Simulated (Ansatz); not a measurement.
Sb: the change of pressure and energy less free atoms with volume scale

All results are calculated (Ansatz 0.2.0). Periodic Kohn-Sham DFT of a crystal at fixed atoms, scaled to volume_scale times the given cell; pressure positive in compression, energy less spherical unpolarised free atoms, largest_vzz the field gradient of largest size among the nuclei.

The cell before it is scaled or strained (space group Fm-3m, No. 225):
```
cell vectors (Å)
   0.0000     2.3050     2.3050
   2.3050     0.0000     2.3050
   2.3050     2.3050     0.0000
atoms (fractions of the cell vectors)
Sb  0.00000  0.00000  0.00000
```

Settings of every row: method all-electron LAPW; functional PBEsol; relativity scalar; k mesh 14x14x14; filling fermi-dirac; smearing width 0.03 eV; basis error target 0.25 meV/atom; nucleus gaussian.

Atom start moment: 0 on all atoms.

Limits: no spin-orbit coupling on heavy atoms.

| row | volume scale | V (Å³/atom) | pressure (GPa) | energy less free atoms (eV/atom) |
| --- | --- | --- | --- | --- |
| 1 | 0.94 | 23.023 | 11.548 | -4.1747 |
| 2 | 0.96 | 23.513 | 9.17 | -4.2063 |
| 3 | 0.98 | 24.003 | 7.031 | -4.231 |
| 4 | 0.99 | 24.248 | 6.044 | -4.241 |
| 5 | 1 | 24.493 | 5.108 | -4.2495 |
| 6 | 1.01 | 24.738 | ? | ? |
| 7 | 1.02 | 24.983 | 3.381 | -4.2624 |
| 8 | 1.04 | 25.473 | 1.851 | -4.2703 |
| 9 | 1.06 | 25.963 | 0.502 | -4.2739 |

Question: what pressure and energy less free atoms should row 6 give?

Worked fit of pressure. Take u = (V_r/V)^(2/3) − 1 with V_r = 24.37 Å³ an atom, which is twice the finite (Eulerian) strain; such expansions in the strain, on which the Birch-Murnaghan equation of state is built, carry the rest volume and the bulk modulus. The shown rows have u = 0.03863, 0.02415, 0.01017, 0.00335, -0.00335, -0.01643, -0.02908, -0.04133. Least squares give pressure = 5.5692 + 139.737 × u + 400.75 × u² − 320 × u³ GPa; a parabola predicts inner rows, each left out in turn, worse (root mean square 0.0057 against 0.0033 GPa). The rows lie off it by 0.001, -0.003, 0.000, 0.002, 0.002, -0.002, -0.001, 0.001. The withheld row has u = -0.00994, so the fit gives 5.5692 + 139.737 × (-0.00994) + 400.75 × (-0.00994)² − 320 × (-0.00994)³ = 4.220 GPa.

The calculation gave 4.221 GPa. The fit lies 0.001 GPa (0.0091 % of the column's range) below it, one unit of the last digit.

Worked fit of energy less free atoms. Take u = (V_r/V)^(2/3) − 1 with V_r = 24.37 Å³ an atom, which is twice the finite (Eulerian) strain; such expansions in the strain, on which the Birch-Murnaghan equation of state is built, carry the rest volume and the bulk modulus. The shown rows have u = 0.03863, 0.02415, 0.01017, 0.00335, -0.00335, -0.01643, -0.02908, -0.04133. Least squares give energy less free atoms = −4.24539 + 1.2679 × u + 14.287 × u² + 7 × u³ eV/atom; a parabola predicts inner rows, each left out in turn, worse (root mean square 0.00011 against 4.7e-05 eV/atom). The rows lie off it by 0.0000, 0.0000, 0.0000, 0.0000, 0.0000, 0.0000, 0.0001, 0.0000. The withheld row has u = -0.00994, so the fit gives −4.24539 + 1.2679 × (-0.00994) + 14.287 × (-0.00994)² + 7 × (-0.00994)³ = -4.2566 eV/atom.

The calculation gave -4.2566 eV/atom. The fit meets it to the printed digit.
